## Zincblende ZnSe: from stretched cells to compressed ones

A crystal that has been studied mostly under tension still carries information about how it will resist compression. The question here is how much of it can be used: given the pressure and energy of nine cells of ZnSe, eight of them stretched beyond their natural size, what will the same density functional calculation give for three smaller ones?

Ansatz 0.2.0, scalar-relativistic PBE calculations without spin polarization or dispersion correction for two-atom cells of zincblende ZnSe at fixed atoms, with PAW, a 420 eV plane-wave cutoff, an 8×8×8 k mesh and Gaussian smearing of 0.02 eV. Energies, at zero smearing, are relative to the elements' standard crystals in PBE; pressure is positive in compression.

```
volume (Å³/atom)  shortest distance (Å)  energy over elements (eV/atom)  pressure (GPa)
          21.519                  2.409                               ?               ?
          21.811                  2.420                               ?               ?
          23.359                  2.476                               ?               ?
          23.426                  2.478                          -0.713           0.310
          23.626                  2.485                          -0.713          -0.180
          23.769                  2.490                          -0.713          -0.510
          25.269                  2.541                          -0.694          -3.400
          25.546                  2.551                          -0.688          -3.830
          25.777                  2.558                          -0.682          -4.160
          25.860                  2.561                          -0.680          -4.280
          26.437                  2.580                          -0.663          -5.030
          27.174                  2.604                          -0.638          -5.850
```

Every cell has the same cubic arrangement, in which each atom has four neighbours at the shortest distance. Pressure is positive when the cell pushes outward and negative when it pulls inward. The energy over elements compares the crystal with solid zinc and solid selenium, so a lower value means a more strongly bound compound.

### What the stretched cells reveal

The pressure changes sign between 23.426 and 23.626 Å³/atom, and there the crystal is in balance. The energy as tabulated cannot locate this point, because three neighbouring cells round to the same −0.713 eV/atom. The unrounded total energies do separate them, but only by fractions of a meV: 0.31 meV/atom between 23.626 and 23.769 Å³/atom. Near a minimum the energy hardly changes with volume, while its slope, which is the pressure with reversed sign, changes at once.

Further out, the pull inward grows ever more slowly. The bulk modulus, the pressure change per relative change of volume, is about 57 GPa at balance but only about 30 GPa between the two largest cells. Stretching has left the crystal with little more than half of its stiffness.

Theory explains this softening by two contributions that depend differently on distance. Bonding between zinc and selenium lowers the energy and fades gradually as the atoms move apart. Repulsion comes from the overlap of filled shells and from the higher kinetic energy of electrons in a tighter space, and it rises steeply as the atoms approach. The table holds only the sum of the two, but that sum has the shape this picture requires: a valley with a gentle slope towards large volumes.

The other side of the valley should then be steep. In this structure a uniform compression shortens all bonds by the same fraction, and symmetry leaves the atoms no way to evade it by bending angles. Each further step into the repulsive region therefore costs more force than the last. Softening under tension and stiffening under compression are one property seen from two sides, and this is why stretched cells can inform a forecast for compressed ones.

A simple rule expresses the link: the bulk modulus changes by B′ times the pressure, where B′ is about 4.6 here. At the average tension of the two largest cells, 5.4 GPa, the rule gives 57 − 4.6 × 5.4 ≈ 32 GPa, close to the 30 GPa found directly. Under compression the same term adds stiffness.

### From the valley to a forecast

The third-order Birch–Murnaghan equation turns this reasoning into numbers. It writes the energy as a cubic polynomial in V^(−2/3), where V is the volume per atom, and takes the slope to obtain the pressure P:

P = 3B₀ f (1 + 2f)^(5/2) [1 + (3/2)(B′ − 4) f], with f = ½[(V₀/V)^(2/3) − 1].

Here V₀ is the balance volume, B₀ the bulk modulus at balance, and f a measure of compression. The three constants were fitted to the nine known pressures, which gave V₀ = 23.55 Å³/atom, B₀ = 56.76 GPa and B′ = 4.609.

The smallest cell, which took no part in the fit, serves as the worked case. With V = 21.519 Å³/atom, f is 0.0310. The leading factor 3B₀f is then 5.28 GPa, the factor (1 + 2f)^(5/2) is 1.162 and the bracket is 1.028. Their product is 6.31 GPa.

The energy follows from the area under the pressure curve, with one constant set by the known energies. Pressures and energies do describe the same valley: from 23.626 to 27.174 Å³/atom, the integrated pressure and the total energies both give a rise of 75.5 meV/atom.

The main uncertainty is the shape of the curve beyond the known cells. The Vinet equation, which lets binding decay exponentially with distance, follows the known pressures almost equally well but stiffens a little less on compression. The pressure ranges below are twice the difference between the two equations plus 0.01 GPa. They and the energy ranges are judgements, not statistical confidence limits.

- **21.519 Å³/atom:** 6.31 ± 0.18 GPa and −0.677 ± 0.002 eV/atom.
- **21.811 Å³/atom:** 5.20 ± 0.13 GPa and −0.687 ± 0.002 eV/atom.
- **23.359 Å³/atom:** 0.475 ± 0.014 GPa and −0.713 ± 0.001 eV/atom.

In words, all three cells should push outward, the last only slightly and with an energy that ties with the minimum. The two smallest should lie clearly above a straight line drawn with the stiffness at balance, which gives only 4.90 GPa for the smallest.

The smallest cell should also push harder than the largest one pulls, yet cost only about half as much energy. This is no contradiction. Pressure measures the steepness of the valley wall, whereas energy measures the height climbed. The smallest cell lies 2.0 Å³/atom from balance and the largest 3.6 Å³/atom, so the steeper wall has been climbed over a much shorter distance.

### The computed values

The withheld rows as computed:

```
volume (Å³/atom)  shortest distance (Å)  energy over elements (eV/atom)  pressure (GPa)
          21.519                  2.409                          -0.677           6.280
          21.811                  2.420                          -0.687           5.180
          23.359                  2.476                          -0.713           0.470
```

All six values fall within their ranges, and the qualitative forecasts hold as well. The smallest cell pushes with 6.28 GPa, against a pull of 5.85 GPa in the largest. By the unrounded total energies it lies 0.037 eV/atom above the minimum, about half the 0.075 eV/atom of the largest cell.

The pressure forecasts for the two smallest cells are nevertheless slightly too high, by 0.03 and 0.02 GPa. The Vinet equation errs the other way, by 0.05 and 0.04 GPa. Since the computed values lie between two curves that nearly coincide on the known cells, the probable cause is the assumed shape: one equation stiffens a little too fast and the other a little too slowly. Part of so small a miss is also to be expected from the input, since both fits use pressures rounded to 0.01 GPa. At that precision the stretched cells fix the first departure from a straight line well, but leave the next one to the assumed form.

At 23.359 Å³/atom the pressure agrees to within 0.01 GPa. This cell lies just outside the known range, where any smooth curve through the neighbouring points must give nearly the same answer. It is therefore a much milder test than the other two.

The straight line fails on both sides. For the smallest cell it falls short by 6.28 − 4.90 = 1.38 GPa, more than a fifth of the computed pressure. For the largest, which is 15.4% above the balance volume, it gives a pull of 0.154 × 56.76 ≈ 8.7 GPa, about half as much again as the computed one. A straight line in volume thus underrates resistance to compression and overrates resistance to stretching. Not all of the gap is due to steep repulsion: the line corresponds to B′ = −1, and in theory perfectly harmonic bonds in this structure would already give B′ = 1. The rest, up to 4.6, measures how lopsided the valley is in the bond length itself.

Two cells with nearly equal energies show the lopsided valley most directly. At 21.811 and 25.546 Å³/atom the energies differ by only 0.001 eV/atom, but the first cell pushes with 5.18 GPa while the second pulls with 3.83 GPa. Equal energy cost does not mean equal stress. Anyone estimating the load on a strained crystal needs the slope of the energy curve as well as its height.

### Using the curve for a real crystal

The curve belongs to atoms at rest, without zero-point motion or temperature, and to this functional. PBE is known to make ZnSe too large, by a few per cent in volume, though no measured value is tested here. With a bulk modulus near 57 GPa, each per cent is worth about 0.6 GPa, so a cell built at the measured volume is expected to appear compressed in this calculation. For a real sample it is safer to carry over the relative change of volume from balance than the absolute volume.

The forecast also assumes that the atoms keep their zincblende arrangement. Within that arrangement, the stiffness at balance sets the scale of the pressure, and B′ sets how unequal the two sides of the valley are. A compound with a similar B′ but a smaller bulk modulus should show the same lopsided curve at lower pressures, for equal relative changes of volume.

The printed analysis below gives both fits and the forecasts row by row.

The analysis program printed:

```
fit of pressure on 9 rows: coefficient of t0 -0.1774 +/- 0.0016, coefficient of t1 84.36 +/- 0.1, coefficient of t2 38.5 +/- 1.3; rms 0.0023, worst 25.777 -0.00442, leave-one-out rms 0.00398
  rows outside the fit (model, value, miss): 21.519 6.312, 6.28, 0.0318; 21.811 5.204, 5.18, 0.0242; 23.359 0.4754, 0.47, 0.00537
fit of pressure on 9 rows: coefficient of (1 - x)/x**2*exp(s*(1 - x)) 169.7 +/- 0.053, s 5.188; rms 0.00304, worst 25.777 -0.00521, leave-one-out rms 0.00551
  rows outside the fit (model, value, miss): 21.519 6.228, 6.28, -0.0518; 21.811 5.145, 5.18, -0.0354; 23.359 0.4733, 0.47, 0.00333
balance volume in cubic angstrom per atom: 23.55
bulk modulus at balance in GPa: 56.76
pressure derivative of the bulk modulus: 4.609
bulk modulus between the two largest cells in GPa: 29.82
energy rise 23.626 to 27.174 from integrated pressure in meV per atom: 75.48
same rise from the total energies in meV per atom: 75.45
energy of 23.769 above 23.626 from the total energies in meV per atom: 0.31
straight-line pressure at 21.519 in GPa: 4.899
forecast energy cost of 21.519 above the minimum in meV per atom: 36.79
forecasts and computed values:
     row  volume change %  forecast P GPa  half range P GPa  Vinet P GPa  computed P GPa  miss P GPa  forecast E eV  half range E eV  computed E eV   miss E eV
  21.519           -8.631           6.312            0.1772        6.228            6.28     0.03176        -0.6766            0.002         -0.677   0.0003775
  21.811           -7.391           5.204            0.1293        5.145            5.18     0.02423        -0.6871            0.002         -0.687  -0.0001046
  23.359          -0.8184          0.4754           0.01408       0.4733            0.47    0.005373        -0.7131            0.001         -0.713  -0.0001297
  23.426           -0.534          0.3077            0.0125       0.3064            0.31   -0.002344        -0.7133            0.001         -0.713  -0.0002933
  23.626           0.3152         -0.1774           0.01121      -0.1768           -0.18    0.002642        -0.7134            0.001         -0.713  -0.0003722
  23.769           0.9224         -0.5103           0.01306      -0.5087           -0.51  -0.0002546        -0.7131            0.001         -0.713  -6.454e-05
  25.269            7.291          -3.398           0.01103       -3.397            -3.4    0.002135         -0.694            0.001         -0.694   3.126e-05
  25.546            8.467          -3.827           0.01055       -3.828           -3.83    0.002658        -0.6877            0.001         -0.688   0.0002812
  25.777            9.448          -4.164           0.01159       -4.165           -4.16   -0.004419         -0.682            0.001         -0.682   4.461e-05
   25.86            9.801          -4.281           0.01187       -4.282           -4.28   -0.001061        -0.6798            0.001          -0.68   0.0002323
  26.437            12.25          -5.031           0.01208       -5.032           -5.03  -0.0008369         -0.663            0.001         -0.663   3.115e-05
  27.174            15.38          -5.849           0.01363       -5.847           -5.85    0.001482        -0.6379            0.001         -0.638   0.0001096
```
